A 5d⁶ ion in an octahedron is expected to be low spin. All six electrons pair in the t₂g orbitals, the ground term is ¹A₁, and the ion is diamagnetic, as octahedral Os(II) complexes normally are. Failing that, a high-spin ⁵T₂ ion should behave like octahedral high-spin Fe²⁺, with a threefold ground level and a first excitation of half the one-electron spin-orbit constant. These CASSCF(5d) runs with spin-orbit coupling in a field of point charges meet neither expectation: no row is low spin, and where the threefold level does appear its first excitation is far below that half. The first is a failure of the method. The second is a failure of the simple ⁵T₂ picture, not of the runs.

Os2+ at the centre of a regular octahedron of six point charges of −1.7 e, at varied distance. OpenMolcas 26.06, state-averaged CASSCF (active 5d shell) with spin-orbit state interaction (atomic mean field), ANO-RCC-VTZP, DKH2, point nucleus. The ground level carries its double-group label; χT is the powder susceptibility times temperature by Van Vleck's formula.

```csv
distance of the charges (Å),ground level,degeneracy,first excitation (cm⁻¹),χT at 2 K (cm3 K/mol),χT at 50 K (cm3 K/mol),χT at 300 K (cm3 K/mol)
2.140,A1,1,288,0.01,0.241,2.76
2.210,T2,3,158,3.15,3.60,4.11
2.240,T2,3,211,3.19,3.56,4.22
2.250,T2,3,226,3.20,3.55,4.25
2.330,T2,3,317,3.29,3.56,4.36
2.340,T2,3,326,3.29,3.56,4.37
2.500,T2,3,391,3.40,3.64,4.52
```

A1 and T2 are octahedral double-group labels of the lowest spin-orbit level, with one and three states. The first excitation is the energy of the next level above it, and χT measures the mean squared magnetic moment. The octahedron is regular and each of the six charges is −1.7 e throughout, so the distance R alters only the strength of the field. That strength is Δ, the t₂g–e_g splitting, which is read from the spin-free ⁵T₂–⁵E separation.

### 2.140 Å: a singlet that resembles low spin

The first row seems to deliver the low-spin state, a nondegenerate A1 level with χT near zero at 2 K. At low temperature χT is proportional to T, with a slope of 0.00477 cm³/mol, and 50 times this slope gives the 0.24 of the table. This is temperature-independent paramagnetism: the level has no moment of its own, and the magnetic field induces one by mixing in excited T1 levels.

The last column shows that this is not a low-spin ion. By 300 K χT has climbed to 2.76, which needs strongly magnetic levels within thermal reach, and the first of the excited levels lies at only 288 cm⁻¹. A true t₂g⁶ ion has its first excitation many thousands of cm⁻¹ up, and its χT stays small. The run also still assigns spin multiplicity 5 to this level, a label that names the largest spin weight and nothing more. Because the gap starts from A1, it does not belong to the series of gaps below.

The Tanabe-Sugano crossing, where ¹A₁ drops below ⁵T₂, has not been reached in this row, by an estimate from two other runs. Moving two electrons from e_g to t₂g gains 2Δ in the strong-field limit, and between the runs at 2.340 and 2.210 Å the ¹A₁ term falls by 1.51 per unit of Δ. A power law through the same two runs has exponent 4.73, near the R⁻⁵ of point charges, and is therefore a mild extrapolation to the first row.

E(¹A₁) − E(⁵T₂) at 2.140 Å ≈ 9206 − 1.51 × (12398 − 10648) ≈ 6600 cm⁻¹

Here 9206 cm⁻¹ is the computed position of ¹A₁ at 2.210 Å, and the bracket is the rise of Δ between the two distances. The estimate is an extrapolation, but it leaves the spin-free ground term a quintet by thousands of cm⁻¹. If the run is sound, the A1 ground level must then come from spin-orbit coupling. One check leaves a doubt: the run's lowest spin-free energy lies 174 cm⁻¹ below a smooth curve through the other six rows, which themselves keep to it within 13 cm⁻¹. Whether the curve fails beyond its range or the run is at fault is not settled, so the gap of this row, and the crossing and curvature inferred from it below, are provisional.

### 2.210 Å: where the first-order picture breaks

The Fe²⁺ analogy supplies the simple model, since both ions share the d⁶ term scheme. Within ⁵T₂ the orbital momentum acts as −l̃ with l̃ = 1, and for S = 2 the coupling constant is −ζ/4, where ζ is the one-electron spin-orbit constant. The Hamiltonian (ζ/4) l̃·S then has levels at (ζ/8)[J̃(J̃+1) − 8]. The lowest is J̃ = 1, a T2 triplet, and the projection theorem gives its g value.

- Gap: E(J̃=2) − E(J̃=1) = −ζ/4 + 3ζ/4 = ζ/2 = 3415/2 ≈ 1708 cm⁻¹
- g = (3/2)(2.00) + 1/2 = 3.50
- χT(T→0) ≈ g²J̃(J̃+1)/8 = 3.50²/4 ≈ 3.06 (3.07 with unrounded constants)

The value of ζ was fitted to the spin-orbit lowering of the ground level in this row and at 2.340 Å, not to any gap. The label, the degeneracy and roughly the moment come out right, as the run extrapolates to χT = 3.13 at zero temperature. That this lies near the spin-only value of 3.01 is an accident, because a triplet with g ≈ 3.5 carries orbital moment and is no quenched quintet. The gap fails outright: the table has 158 cm⁻¹, about a tenth of ζ/2.

The analogy ends at this point. It requires ζ to be small against the distance to every other term, which holds for Fe²⁺, where ζ is roughly 400 cm⁻¹ as a recalled size. For osmium in this weak field ζ/Δ is 0.32, and the ³T₁ and ¹A₁ terms are no farther away than Δ. The run shows the result: the levels T2, E, A1 and T1 lie within about 620 cm⁻¹ and the next follows near 3200 cm⁻¹. These nine states are the count of a free-ion J = 4 level split by a cubic field, not the 3 + 5 + 7 pattern of ⁵T₂.

Theory says which level moves most. Spin-orbit coupling joins states of the same double-group label whose spins differ by at most one, so it links ⁵T₂ to ³T₁ and ³T₁ to ¹A₁. The ³T₁ term contains an A1, an E, a T1 and a T2 component and pushes down quintet levels of each kind. The ¹A₁ term, which falls fastest as Δ grows, acts on A1 alone, through the triplet. The runs agree, in that the quintet weight of the A1 level drops from 76 % at 2.340 Å to 64 % here.

A crystal-field model of all 210 states of d⁶ takes this mixing apart; its printed output follows the text. Besides Δ(R) and ζ it has two Racah parameters B and C, fitted to twelve spin-free terms of the same two runs with a root-mean-square misfit of 632 cm⁻¹ (1165 at worst), and since they trade against each other their values mean little. With quintets alone A1 stands 2819 cm⁻¹ above T2 in this row. Adding the triplets brings it to 1464, adding the singlets to 361, and the run has 336. So close a match is partly luck, because the worst misfit of the model is the ¹A₁ term in this very row. The large steps matter here, not the last digits. The model shares its physics with the calculation, so it dissects the result without validating it.

The descent of A1 steepens as R shrinks. A straight line through the A1–T2 separations of the two runs reaches zero at 2.124 Å, which would leave the first row a triplet, whereas the table puts the crossing between its first two rows. A second-order push grows as the inverse of a shrinking energy denominator, so this curvature fits the chain of couplings from quintet through triplet to singlet.

At 2.140 Å, outside the fit, the model gets the A1 ground level but overshoots. Its gap is 530 against 288 cm⁻¹ and its χT at 300 K is 1.76 against 2.76. The model already places ¹A₁ too low at 2.210 Å and lets it fall too steeply, so its spin weights for the first row are not to be trusted in detail. Holding B and C fixed does not explain this in a simple way: the 5d shell of the runs expands slightly as the charges approach, which should weaken the repulsion and make the singlet fall faster, not slower. The cause stays open.

### 2.240 to 2.340 Å: the mixing relaxes

As Δ falls the lowest triplet and singlet terms retreat, and the first excitation rises through all six T2 rows; at 2.210 and 2.340 Å it is the step from T2 to E. The quintet-only model has this gap falling with distance and misses the table by up to 1035 cm⁻¹. The triplets restore the direction of the trend, and the full model lies above the table by at most 55 cm⁻¹ in these six rows, roughly a fifth of the gap or less. Within the model, then, the rising gap is the fading of spin mixing.

The column at 50 K is almost flat because two parts oppose each other. The zero-temperature limit of χT rises with distance, while the slope below 10 K roughly halves from the second row to the last. That slope is the second-order Zeeman term, which theory ties to the inverse of the low excitation energies. The minimum of 3.55 is only one unit of the last digit below its neighbours, but the unrounded values of the runs confirm a smooth, very shallow minimum there.

### 2.500 Å: towards the free ion

In the last row the extrapolated Δ is under 6000 cm⁻¹, less than twice ζ. The zero-temperature limit of χT is 3.385, which gives g = 2√3.385 = 3.68. This lies between the first-order ⁵T₂ value and the 3.75 of the T2 component of a free-ion ⁵D₄ level, and g rises between these bounds down all T2 rows. At still larger distance the nine low states must merge into J = 4, so the gap has to pass a maximum and return to zero, and its growth is already slowing here.

### Why the whole table sits on the wrong side

The failure of the method is the value of Δ against the cost of pairing. Charges of −1.7 e, larger than most ligands carry, give only 8127 and 10648 cm⁻¹ in the two runs, whereas real Os(II) complexes have roughly 30000 cm⁻¹ as a recalled size. In a complex most of Δ comes from σ antibonding between e_g and ligand orbitals, and point charges have no orbitals to mix with. With only the 5d shell active and no dynamic correlation, the repulsion between paired electrons is also overestimated. Both faults favour high spin; this is standard theory, and the table does not separate them.

Two runs of the model illustrate the sensitivity, without sizing either fault. Scaling B and C by 0.8 moves the A1/T2 crossing outwards by about 0.2 Å, so the crossing distance is a property of the settings and no bond length. At the recalled Δ the model gives a mainly singlet ground level with no excitation in thermal reach and χT at 300 K near 0.05. That combination marks low spin. The first row, with its gap of a few hundred cm⁻¹ and its large room-temperature χT, is instead a spin-mixed level in a field that is too weak.

Numerical output:

```
Delta exponent 4.73 (point charges: 5); Delta 12398 at 2.14, 5946 cm-1 at 2.50 (extrapolated)
runs, shift per unit Delta, 2.34 to 2.21: 1A1 -1.51, 3T1 -0.78
fit B 515, C 3701, zeta 3415 cm-1; 12 terms rms 632, worst 1165 cm-1
spin-only S=2 chiT 3.01; first-order 5T2 g 3.50, chiT 3.07, gap zeta/2 1708 cm-1
weak-field T2 of 5D4: g 3.75, chiT 3.52 cm3 K/mol; zeta/Delta 0.32 at 2.21, 0.42 at 2.34
R/A level | chiT(T->0), slope per K, g | intercept+50*slope vs chiT(50 K) | gap/(zeta/2)
2.14 A1 | 0.000 0.00477 0.00 | 0.24 0.24 | 0.17
2.21 T2 | 3.133 0.00980 3.54 | 3.62 3.60 | 0.09
2.24 T2 | 3.176 0.00777 3.56 | 3.56 3.56 | 0.12
2.25 T2 | 3.189 0.00735 3.57 | 3.56 3.55 | 0.13
2.33 T2 | 3.273 0.00571 3.62 | 3.56 3.56 | 0.19
2.34 T2 | 3.282 0.00561 3.62 | 3.56 3.56 | 0.19
2.50 T2 | 3.385 0.00511 3.68 | 3.64 3.64 | 0.23
R/A | gap cm-1: table, quintets, +triplets, full | ground degeneracy table, three models
2.14 | 288 1255 114 530 | 1 3 3 1
2.21 | 158 1193 302 191 | 3 3 3 3
2.24 | 211 1166 356 253 | 3 3 3 3
2.25 | 226 1156 371 270 | 3 3 3 3
2.33 | 317 1080 455 372 | 3 3 3 3
2.34 | 326 1070 462 380 | 3 3 3 3
2.50 | 391 912 503 442 | 3 3 3 3
R/A | chiT 2, 50, 300 K: table | quintets only | full (table rounding 0.005)
2.14 | 0.01 0.24 2.76 | 3.39 3.48 3.94 | 0.01 0.16 1.76
2.21 | 3.15 3.60 4.11 | 3.42 3.52 4.00 | 3.17 3.55 4.10
2.24 | 3.19 3.56 4.22 | 3.44 3.53 4.03 | 3.21 3.53 4.22
2.25 | 3.20 3.55 4.25 | 3.44 3.54 4.04 | 3.22 3.52 4.24
2.33 | 3.29 3.56 4.36 | 3.48 3.58 4.12 | 3.31 3.54 4.34
2.34 | 3.29 3.56 4.37 | 3.49 3.59 4.13 | 3.31 3.55 4.35
2.50 | 3.40 3.64 4.52 | 3.55 3.68 4.30 | 3.41 3.63 4.49
T2 rows, quintets only: worst gap error 1035 cm-1, worst chiT(300 K) error 0.24
T2 rows, full: worst gap error 55 cm-1, worst chiT(300 K) error 0.03
A1 minus T2, cm-1: quintets, +triplets, full | full A1 weight quintet, singlet | 1A1 term | run
2.14 | 3005 1330 -551 | 0.44 0.21 | 4741 | A1 lowest
2.21 | 2819 1464 361 | 0.61 0.11 | 8041 | 336, quintet 0.64
2.34 | 2455 1499 978 | 0.76 0.04 | 12726 | 843, quintet 0.76
runs: A1-T2 slope 3895 cm-1/A, straight line reaches zero at 2.124 A (table: 2.14 to 2.21)
model, B and C x1.0: A1/T2 levels cross at Delta 11461 (2.18 A), spin-free 1A1/5T2 at 14887 cm-1
model, B and C x0.8: A1/T2 levels cross at Delta 7774 (2.36 A), spin-free 1A1/5T2 at 11909 cm-1
illustration, Delta 30000 (rough recalled size): degeneracy 1, singlet weight 0.88, gap 17865, chiT(300 K) 0.05
lowest-term energy, quadratic in 1/R on T2 rows: worst 13, row 2.14 off by -174 cm-1 (rounding 11)
```
